**Question.** In the Holstein model with fast phonons, I have read that a polaron near an attractive impurity of strength $U$ behaves like an ordinary particle with hopping $t^*=t\,e^{-g^2/(\hbar\Omega)^2}$, so that it is trapped much more easily than a bare electron. How is this derived? Is there a threshold for $U$? I care mostly about the square lattice, where the binding is said to be exponentially weak. If so, can the simple replacement $t\to t^*$ be trusted at all?

---

**Answer.** The replacement is the first order of an expansion in $t/\hbar\Omega$. It gives a threshold $U_c=3.957\,t^*$ on the simple cubic lattice and none in one or two dimensions. On the square lattice $E_b\simeq 32t^*e^{-4\pi t^*/U}$, and since $t^*$ sits in an exponent, the second order has to be kept under control as well.

## 1. Premises

One electron, a hypercubic lattice with $N\to\infty$ sites, spacing $a$ and coordination $z=2d$, zero temperature:

$$H=-t\sum_{\langle ij\rangle}(c_i^\dagger c_j+c_j^\dagger c_i)+\hbar\Omega\sum_i b_i^\dagger b_i+g\sum_i n_i(b_i+b_i^\dagger)-U n_0 .\tag{1}$$

Each bond is counted once, $n_i=c_i^\dagger c_i$, and $t,g,U>0$ are energies (joules). Define $\alpha=g/\hbar\Omega$ and $E_p=g^2/\hbar\Omega$. The impurity changes only the energy of site 0, not $g$, $\Omega$ or $t$. The antiadiabatic regime means $t\ll\hbar\Omega$; I also assume $U\ll\hbar\Omega$. The coupling $\alpha$ is arbitrary. The binding energy $E_b>0$ is counted downward from the bottom of the polaron band of the clean lattice.

## 2. Exact removal of the coupling

Take the Lang–Firsov generator $S=\alpha\sum_i n_i(b_i^\dagger-b_i)$. From $[S,b_i]=-\alpha n_i$, which commutes with $S$, the commutator series stops: $e^Sb_ie^{-S}=b_i-\alpha n_i$. From $[S,c_i]=-\alpha(b_i^\dagger-b_i)c_i$, the series sums to $e^Sc_ie^{-S}=c_iX_i$ with $X_i=e^{-\alpha(b_i^\dagger-b_i)}$. With $n_i^2=n_i$,

$$\hbar\Omega(b^\dagger-\alpha n)(b-\alpha n)+gn(b+b^\dagger-2\alpha n)=\hbar\Omega\, b^\dagger b-E_p n,$$

because the linear terms cancel for $\alpha=g/\hbar\Omega$ and $\hbar\Omega\alpha^2-2g\alpha=-E_p$. Since $[S,n_0]=0$, the impurity term is untouched. Hence, exactly,

$$\tilde H=\underbrace{\hbar\Omega N_{\rm ph}-E_p}_{H_0}+V,\qquad V=-Un_0-t\sum_{\langle ij\rangle}\left(c_i^\dagger c_jX_i^\dagger X_j+\text{h.c.}\right),\tag{2}$$

with $N_{\rm ph}=\sum_i b_i^\dagger b_i$. This is the origin of the effect: the hopping is dressed and the site energy is not.

## 3. First order: a particle with hopping $t^*$

The ground manifold of $H_0$ consists of the $N$ states $c_i^\dagger|0\rangle$ without phonons (projector $P$, $Q=1-P$), separated by $\hbar\Omega$ from all others. For $t,U\ll\hbar\Omega$ degenerate perturbation theory applies. Normal ordering gives $X^\dagger=e^{-\alpha^2/2}e^{\alpha b^\dagger}e^{-\alpha b}$, so

$$X^\dagger|0\rangle=e^{-\alpha^2/2}\sum_n\frac{\alpha^n}{\sqrt{n!}}|n\rangle,\tag{3}$$

and $X|0\rangle$ is the same with $\alpha\to-\alpha$. A hop involves two different sites, each contributing $e^{-\alpha^2/2}$:

$$PVP=-t^*\sum_{\langle ij\rangle}(c_i^\dagger c_j+\text{h.c.})-Un_0,\qquad t^*=t\,e^{-\alpha^2}.\tag{4}$$

Dropping the constant $-E_p$, the clean band is $\varepsilon_{\mathbf k}=-t^*\gamma_{\mathbf k}$ with $\gamma_{\mathbf k}=2\sum_{\mu=1}^d\cos k_\mu a$, and its bottom is $\varepsilon_0=-zt^*$.

## 4. The binding condition

Let $h$ be any translation-invariant one-band Hamiltonian with energies $\varepsilon_{\mathbf k}$. An eigenstate of $h-U|0\rangle\langle0|$ with $E$ below the band obeys $(E-h)|\psi\rangle=-U|0\rangle\psi_0$, where $|0\rangle$ now denotes the impurity site and $\psi_0=\langle0|\psi\rangle$. Below the band $E-h$ is invertible, so $\psi_0\ne0$. Inverting and projecting on site 0 gives the Koster–Slater condition

$$1=U|G_0(E)|,\qquad |G_0(E)|=\frac1N\sum_{\mathbf k}\frac{1}{\varepsilon_{\mathbf k}-E}.\tag{5}$$

Every term is positive, vanishes as $E\to-\infty$ and grows with $E$. So $|G_0|$ rises monotonically from zero to its band-edge value, and exactly one bound state exists if and only if

$$U\,|G_0(\varepsilon_0)|>1.\tag{6}$$

Near a quadratic minimum the edge value contains $\int k^{d-1}dk/k^2$, which diverges at small $k$ for $d\le2$ and converges for $d=3$.

**Chain.** With $\frac1{2\pi}\int_0^{2\pi}\frac{dp}{A-B\cos p}=(A^2-B^2)^{-1/2}$ for $A>|B|$, one has $|G_0|=(E^2-4t^{*2})^{-1/2}$, so (5) gives $E^2=U^2+4t^{*2}$ and

$$E_b=\sqrt{U^2+4t^{*2}}-2t^*\simeq U^2/4t^*\quad(U\ll t^*).$$

**Square lattice.** Write $|G_0|=F(x)/t^*$ with $x=|E|/t^*>4$ and $F(x)=\langle(x-\gamma)^{-1}\rangle$, the brackets meaning the Brillouin-zone average. Put $k_xa=p+q$, $k_ya=p-q$. This map covers the zone twice with constant Jacobian, so $p$ and $q$ are uniform on $[0,2\pi)$, and $\gamma=4\cos p\cos q$. The $p$ average gives $(x^2-16\cos^2q)^{-1/2}$, and the $q$ average gives

$$F(x)=\frac{2}{\pi x}K\!\left(\frac{16}{x^2}\right),\qquad K(m)=\int_0^{\pi/2}\frac{d\theta}{\sqrt{1-m\sin^2\theta}}.\tag{7}$$

For $m_1=1-m\to0$ write $K=\int_0^{\pi/2}d\theta\,(\sin^2\theta+m_1\cos^2\theta)^{-1/2}$ and split at $\epsilon$ with $\sqrt{m_1}\ll\epsilon\ll1$. The inner part is $\int_0^\epsilon d\theta/\sqrt{\theta^2+m_1}\to\ln(2\epsilon/\sqrt{m_1})$, the outer part is $\int_\epsilon^{\pi/2}d\theta/\sin\theta=-\ln\tan(\epsilon/2)\to\ln(2/\epsilon)$, and the sum is $K\to\frac12\ln(16/m_1)$. For $x=4+\delta$ with small $\delta$, $m_1\simeq\delta/2$, so

$$F(4+\delta)\simeq\frac1{4\pi}\ln\frac{32}{\delta}.\tag{8}$$

The divergence means $U_c=0$. Condition (5) reads $F(4+E_b/t^*)=t^*/U$, and where its solution has $E_b\ll t^*$,

$$\boxed{E_b\simeq32\,t^*\exp\!\left(-\frac{4\pi t^*}{U}\right),\qquad t^*=t\,e^{-g^2/(\hbar\Omega)^2}}\tag{9}$$

The coupling enters as an exponential inside an exponential. For $U\gg t^*$, $F\simeq x^{-1}+\langle\gamma^2\rangle x^{-3}$ with $\langle\gamma^2\rangle=4$ gives $E_b\simeq U-4t^*+4t^{*2}/U$. The true threshold is therefore replaced by a crossover at $U$ of a few $t^*$.

**Simple cubic lattice.** At the edge $E=-6t^*$, doing two of the three averages with (7) leaves

$$t^*|G_0(\varepsilon_0)|=\frac1\pi\int_0^\pi F(6-2\cos q)\,dq=0.2527,$$

a form of Watson's integral; the logarithm at $q=0$ is integrable. Then (6) gives $U_c=3.957\,t^*$.

**Disorder.** Random site energies $\sum_i w_in_i$ of width $W\ll\hbar\Omega$ also commute with $S$. The first-order problem is the Anderson model with the single parameter $W/t^*=(W/t)\,e^{\alpha^2}$, so the effective disorder is exponentially enhanced.

## 5. Second order on the square lattice

A relative change $\lambda$ of $t^*$ multiplies the exponential in (9) by $e^{-4\pi\lambda t^*/U}$, which is not close to one when the exponent is large. The next order is therefore needed:

$$H^{(2)}=-PVQ\,\frac{1}{\hbar\Omega N_{\rm ph}}\,QVP .$$

The impurity term creates no phonons, $Qn_0P=0$, so only two hops $j\to k\to l$ contribute. Define

$$f(y)=\sum_{n\ge1}\frac{y^n}{n\,n!}=\mathrm{Ei}(y)-\gamma_E-\ln y,$$

with $\gamma_E$ Euler's constant. The first hop creates $X_k^\dagger X_j|0\rangle$, coherent amplitudes $+\alpha$ on $k$ and $-\alpha$ on $j$.

*Return, $l=j$.* The total phonon number is Poisson distributed with mean $2\alpha^2$, so each of the four neighbours contributes $-t^2e^{-2\alpha^2}f(2\alpha^2)/\hbar\Omega$. The sum is a shift $-\epsilon_2$ with $\epsilon_2=4t^2e^{-2\alpha^2}f(2\alpha^2)/\hbar\Omega$. It is the same on every site and drops out of $E_b$.

*Onward, $l\ne j$.* The bra is the conjugate of $X_k^\dagger X_l|0\rangle$. The overlap forces zero phonons on $j$ and on $l$ (a factor $e^{-\alpha^2/2}$ each), while on $k$ both states have amplitude $+\alpha$, giving $e^{-\alpha^2}\sum_n\alpha^{2n}/(n\,n!)$. Each path contributes $-t_2$ with

$$t_2=\eta\,t^*,\qquad \eta=\frac{t}{\hbar\Omega}\,e^{-\alpha^2}f(\alpha^2).\tag{10}$$

The function $e^{-y}f(y)$ has its maximum 0.52 near $y=1.5$ and tends to $1/y$ at large $y$, so $\eta\to t/E_p$ at strong coupling. The correction is small as a power of $t$, not exponentially small, relative to $t^*$.

All two-step paths sum to the phase factor $\gamma_{\mathbf k}^2$, of which the four returns give 4. Hence

$$\varepsilon_{\mathbf k}=-\epsilon_2-t^*\left[\gamma+\eta(\gamma^2-4)\right].$$

Near $\mathbf k=0$, $\gamma\simeq4-k^2a^2$, so $\varepsilon_{\mathbf k}-\varepsilon_0\simeq t_mk^2a^2$ with

$$t_m\equiv\frac{\hbar^2}{2m^*a^2}=t^*(1+8\eta),\tag{11}$$

and $8\eta\le4.1\,t/\hbar\Omega$.

The Green function stays elementary. With $\beta=E_b/t^*$,

$$\frac{\varepsilon_{\mathbf k}-E}{t^*}=\beta+(4-\gamma)+\eta(16-\gamma^2)=\eta(\gamma_1-\gamma)(\gamma+\gamma_2),$$

$$\gamma_1=\frac{s-1}{2\eta},\qquad\gamma_2=\frac{s+1}{2\eta},\qquad s=\sqrt{1+4\eta(4+16\eta+\beta)} .$$

Partial fractions with $\eta(\gamma_1+\gamma_2)=s$, and the symmetry $\gamma\to-\gamma$ of the zone average, turn (5) into

$$\frac{s\,t^*}{U}=F(\gamma_1)+F(\gamma_2).\tag{12}$$

For $\beta\to0$: $s\to1+8\eta$, $\gamma_1\simeq4+\beta/(1+8\eta)$, $\gamma_2\to4+1/\eta$. Inserting (8),

$$E_b\simeq32\,t_m\exp\!\left[-\frac{4\pi t_m}{U}+4\pi F\!\left(4+\frac1\eta\right)\right].\tag{13}$$

For small $\eta$ the last term is close to $4\pi\eta$ and does not grow as $U\to0$; the change of the first term, $32\pi\eta\,t^*/U$, does.

The same step on the cubic lattice uses $(6-\gamma)+\eta(36-\gamma^2)=(6-\gamma)[1+\eta(6+\gamma)]$ at the edge, so $t^*|G_0|=[0.2527+\eta+O(\eta^2)]/(1+12\eta)$ and $U_c\simeq3.957\,t^*(1+8.04\,\eta)$, where $8.04=12-3.957$. There the correction is an ordinary small one.

## 6. Third order, and what survives beyond the expansion

*Terms $t^2U/(\hbar\Omega)^2$.* They come from the shift of the denominators $n\hbar\Omega$ by $\pm U$. On site 0 a return path leaves the impurity, the denominator is $n\hbar\Omega+U$, and the level rises by $4\kappa U$; on each of the four neighbours one return path visits the impurity, the denominator is $n\hbar\Omega-U$, and the level falls by $\kappa U$. Here

$$\kappa=\left(\frac{t}{\hbar\Omega}\right)^2e^{-2\alpha^2}\sum_{n\ge1}\frac{(2\alpha^2)^n}{n^2\,n!}.$$

The potential is spread out, but these shifts add to zero. This is no accident. In any exact clean eigenstate of definite crystal momentum, translation invariance makes $\langle n_i\rangle$ the same on all sites, so $\langle n_0\rangle=1/N$ at any coupling. The strength that a slow polaron feels at first order in $U$ is exactly $U$.

This fixes the leading exponent without the expansion in $t/\hbar\Omega$. As $U\to0$ the bound state is built from polaron states with $k\to0$, between which the matrix element of $n_0$ tends to $1/N$ by continuity. The dependence on $k$ of that element and virtual transitions out of the band add only finite, $U$-independent amounts to the right-hand side of $1/U=|G_0|$, while the logarithm has the coefficient $1/4\pi t_m$. Thus $\ln(E_b/t_m)=-2\pi\hbar^2/(m^*a^2U)+O(1)$ with the exact polaron mass, provided the band has a single quadratic minimum. This is a scaling argument and does not fix the prefactor; (13) has this form.

*Terms $t^3/(\hbar\Omega)^2$.* They correct $t_m$. For three-hop paths that never step back, phonons made on an intermediate site must be absorbed on the very next hop, so the two phonon sums factorise and each path gives $-t^*\eta^2$. The phases sum to $\gamma^3-7\gamma$: all paths give $\gamma^3$, a reversal at the second hop or at the third removes $4\gamma$ each, and the doubly reversing paths, removed twice, restore $\gamma$. The slope at $\gamma=4$ is 41, which adds $41\eta^2$ to $t_m/t^*$. Backtracking paths and the normalisation term are of the same order in $t/\hbar\Omega$ and are not evaluated here, so $41\eta^2$ serves as a scale for the third order and not as its value.

## 7. Range of validity

- $t\ll\hbar\Omega$ and $U,W\ll\hbar\Omega$. As $U$ approaches $\hbar\Omega$ the denominators $n\hbar\Omega-U$ become small and the no-phonon manifold is no longer isolated. In the adiabatic regime $t\gtrsim\hbar\Omega$ the factor $e^{-\alpha^2}$ does not give the mass, and only the weak-$U$ exponent of section 6 remains.
- Equation (9) as a number needs $32\pi\eta\,t^*/U\ll1$, which is stricter than $\eta\ll1$ and always fails as $U\to0$. Equations (12) and (13) need $41\eta^2\cdot4\pi t^*/U\ll1$.
- The logarithmic forms (9) and (13) need $E_b\ll t^*$; otherwise solve (5) with (7), or (12).
- The impurity is a single-site shift. A local coupling $g_0\ne g$ replaces $U$ by $U+(g_0^2-g^2)/\hbar\Omega$ and changes the adjacent hops to $t\,e^{-(g_0^2+g^2)/2(\hbar\Omega)^2}$. A Coulomb tail binds in any dimension and has no threshold.
- Strictly two-dimensional motion. From (5) at small $k$, the bound state decays over $\xi=a\sqrt{t_m/E_b}$. Impurity spacing and sample size must exceed $\xi$, and interlayer hopping must be small compared with $E_b$, since it cuts off the logarithm and restores a finite threshold.
- One carrier, dispersionless phonons, linear local coupling. The level matters thermally only for $k_BT\lesssim E_b$.

## 8. Numerical illustration

The inputs are illustrative. Take $\hbar\Omega=100$ meV $=1.602\times10^{-20}$ J, the typical order of a high optical phonon in an oxide, $a=0.40$ nm, $\alpha^2=2$ (so $g=141.4$ meV and $E_p=200$ meV), $t=2.0$ meV $=3.20\times10^{-22}$ J and $U=0.40$ meV $=6.41\times10^{-23}$ J. The small $t$ is chosen to make $t/\hbar\Omega=0.02$. Oxide bands are typically much wider, and defect potentials such as those of vacancies typically much deeper, so the results belong to the model and not to a material.

First order: $t^*=0.2707$ meV, $U/t^*=1.478$, enhancement factor $e^{\alpha^2}=7.39$, exponent $4\pi t^*/U=8.503$ against $4\pi t/U=62.83$ for the bare electron.

Second order: $f(2)=3.684$, $\eta=0.00997$, $t_2=2.70$ μeV, $8\eta=0.0798$, $t_m=0.2923$ meV, $4\pi t_m/U=9.182$, $4\pi F(4+1/\eta)=0.1205$. The uniform shift is $\epsilon_2=52$ μeV.

| treatment | $E_b$ (μeV) |
|---|---|
| no coupling, (9) with $t^*\to t$ | $3.3\times10^{-23}$ |
| first order, logarithmic form (9) | 1.76 |
| first order, (5) with (7) | 1.75 |
| second order, logarithmic form (13) | 1.09 |
| second order, (12) | 1.08 |

The bare electron is bound only formally. The dressing raises the binding by more than twenty orders of magnitude, and the first order captures this. It does not capture the number: $32\pi\eta\,t^*/U=0.68$ is not small, and the second order multiplies $E_b$ by 0.62 although $t/\hbar\Omega$ is only 0.02. At third order $\kappa=6.2\times10^{-5}$ is negligible, while $41\eta^2=0.0041$ changes the exponent by about 0.035, which is 0.04 μeV in $E_b$. The model's binding energy is thus about 1.1 μeV, or $1.7\times10^{-25}$ J, corresponding to $E_b/k_B\approx13$ mK, with a decay length $\xi\approx16\,a\approx6.6$ nm.